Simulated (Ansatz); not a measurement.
Rh2O: pressure and energy above lowest point against volume per atom

Equation of state of a cubic crystal from periodic Kohn-Sham density functional theory without spin; pressure corrected for the finite basis. The results are calculated, by Ansatz 0.2.0 development build.

Cell of the first row (space group Fm-3m, No. 225):
```
CELL_PARAMETERS angstrom
0.00000 2.63350 2.63350
2.63350 0.00000 2.63350
2.63350 2.63350 0.00000
ATOMIC_POSITIONS crystal
Rh 0.25000 0.25000 0.25000
Rh 0.75000 0.75000 0.75000
O 0.00000 0.00000 0.00000
```

Settings of every row: formula Rh2O; structure type antifluorite; functional PBE; spin treatment none; k mesh 12x12x12; occupation method fermi-dirac; occupation width 0.061225619 eV; wave cutoff 420 eV; datasets soft-1 PAW; density cutoff ratio 4.

Limits: a cubic model structure, not a phase known at ambient conditions; modest k-mesh, values are not fully converged in k.

| row | volume per atom (Å³) | pressure (GPa) | energy above lowest point (meV/atom) |
| --- | --- | --- | --- |
| 1 | 12.177 | 13.449 | 31.07 |
| 2 | 12.436 | ? | ? |
| 3 | 12.695 | 4.061 | 3.34 |
| 4 | 12.954 | 0.143 | 0 |
| 5 | 13.213 | -3.334 | 2.65 |
| 6 | 13.472 | -6.418 | 10.58 |
| 7 | 13.731 | -9.15 | 23.21 |

Question: what pressure and energy above lowest point should row 2 give?

Worked fit of pressure. Take u = (V_r/V)^(2/3) − 1 with V_r = 13.084 Å³ an atom, which is twice the finite (Eulerian) strain; such expansions in the strain, on which the Birch-Murnaghan equation of state is built, carry the rest volume and the bulk modulus. The shown rows have u = 0.04906, 0.02033, 0.00668, -0.00652, -0.01929, -0.03167. Least squares give pressure = −1.6551 + 263.224 × u + 866.47 × u² + 887 × u³ GPa; a parabola predicts inner rows, each left out in turn, worse (root mean square 0.018 against 0.0023 GPa). The rows lie off it by 0.000, -0.001, 0.001, 0.001, -0.001, 0.001. The pressure vanishes at u = 0.0062, or V = 12.96 Å³ an atom, and there the bulk modulus at fixed shape and fractions is B = −V dP/dV = (2/3)(1 + u) dP/du = 184 GPa. The withheld row has u = 0.03444, so the fit gives −1.6551 + 263.224 × (0.03444) + 866.47 × (0.03444)² + 887 × (0.03444)³ = 8.474 GPa.

The calculation gave 8.476 GPa. The fit lies 0.002 GPa (0.0088 % of the column's range) below it; its largest miss of a shown row is 0.001 GPa.

Worked fit of energy above lowest point. Take u = (V_r/V)^(2/3) − 1 with V_r = 13.084 Å³ an atom, which is twice the finite (Eulerian) strain; such expansions in the strain, on which the Birch-Murnaghan equation of state is built, carry the rest volume and the bulk modulus. The shown rows have u = 0.04906, 0.02033, 0.00668, -0.00652, -0.01929, -0.03167. Least squares give energy above lowest point = 0.63 − 203.17 × u + 16369.2 × u² + 8548 × u³ meV/atom; a parabola predicts inner rows, each left out in turn, worse (root mean square 0.17 against 0.0083 meV/atom). The rows lie off it by 0.00, 0.00, -0.01, 0.00, 0.00, 0.00. Its lowest point lies at u = 0.0062, or V = 12.96 Å³ an atom, and the curvature there gives the bulk modulus at fixed shape and fractions, B = (4/9)(1 + u)² E″(u)/V = 184 GPa. The withheld row has u = 0.03444, so the fit gives 0.63 − 203.17 × (0.03444) + 16369.2 × (0.03444)² + 8548 × (0.03444)³ = 13.40 meV/atom.

The calculation gave 13.42 meV/atom. The fit lies 0.02 meV/atom (0.064 % of the column's range) below it; its largest miss of a shown row is 0.01 meV/atom.
